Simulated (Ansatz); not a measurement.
**Ligand exchange: C3H11NSi + SnH(CH3)2(SiH3) → C2H11NSi2 + SnH(CH3)3**

Gas-phase species: C3H11NSi `C[SiH2]N(C)C`, singlet; SnH(CH3)2(SiH3), singlet; C2H11NSi2 `C[SiH2]N(C)[SiH3]`, singlet; SnH(CH3)3, singlet. The partners trade CH3 for SiH3: N–CH3 and Sn–SiH3 bonds give way to N–SiH3 and Sn–CH3.

Shapes, held fixed at every level: PBE0-D4/def2-TZVP. Flexible molecules stand in one conformer, not always the lowest. Programs: Ansatz 0.2.0. Electronic energies: no zero-point or thermal term.

```csv
level,kind,ΔE (kJ/mol),less CCSD(T)/def2-TZVPP
HF/def2-TZVPP,Hartree–Fock,-84.3,-1.7
B3LYP-D4/def2-TZVPP,global hybrid,-74.8,+7.8
wB97M-V/def2-TZVPP,range-separated hybrid,-80.9,+1.7
wB97X-V/def2-TZVPP,range-separated hybrid,-75.8,+6.8
B2PLYP/def2-TZVPP,double hybrid,-79.8,+2.8
CCSD/def2-TZVPP,coupled cluster or CI,-82.9,-0.3
CCSD(T)/def2-TZVPP,coupled cluster or CI,-82.6,0.0
```

The highest level, CCSD(T)/def2-TZVPP, gives ΔE = -82.6 kJ/mol; the levels span -84.3 to -74.8. The column of differences is taken from that level and isn't an error. No measured value is set beside it here. For atoms past krypton def2 sets carry core potentials with scalar relativity. Outer-core shells of Sn are correlated, in sets that cover them unevenly.

The exchange is clearly exothermic at every level, with -82.6 kJ/mol from CCSD(T). The driving force is the matching of electronegativities: electropositive silyl moves to nitrogen, where it forms a strong, polar Si–N bond, while the more electronegative methyl goes to tin, replacing a weakly polar Sn–Si bond with a more polar Sn–C one. Delocalisation of the nitrogen lone pair into σ* orbitals on silicon probably adds to the gain, though less than in a first silylation, since the amine already carries one silyl group that competes for the same lone pair.

Because the number and broad type of single bonds are conserved, much of the correlation energy cancels. Hartree–Fock therefore lands close to coupled cluster, and the triples hardly matter. All the density functionals give a less exothermic reaction than CCSD(T), but range separation alone doesn't settle the matter: wB97M-V comes close while wB97X-V stays near B3LYP. The total energy doesn't show how the gain divides between the nitrogen and tin sides.
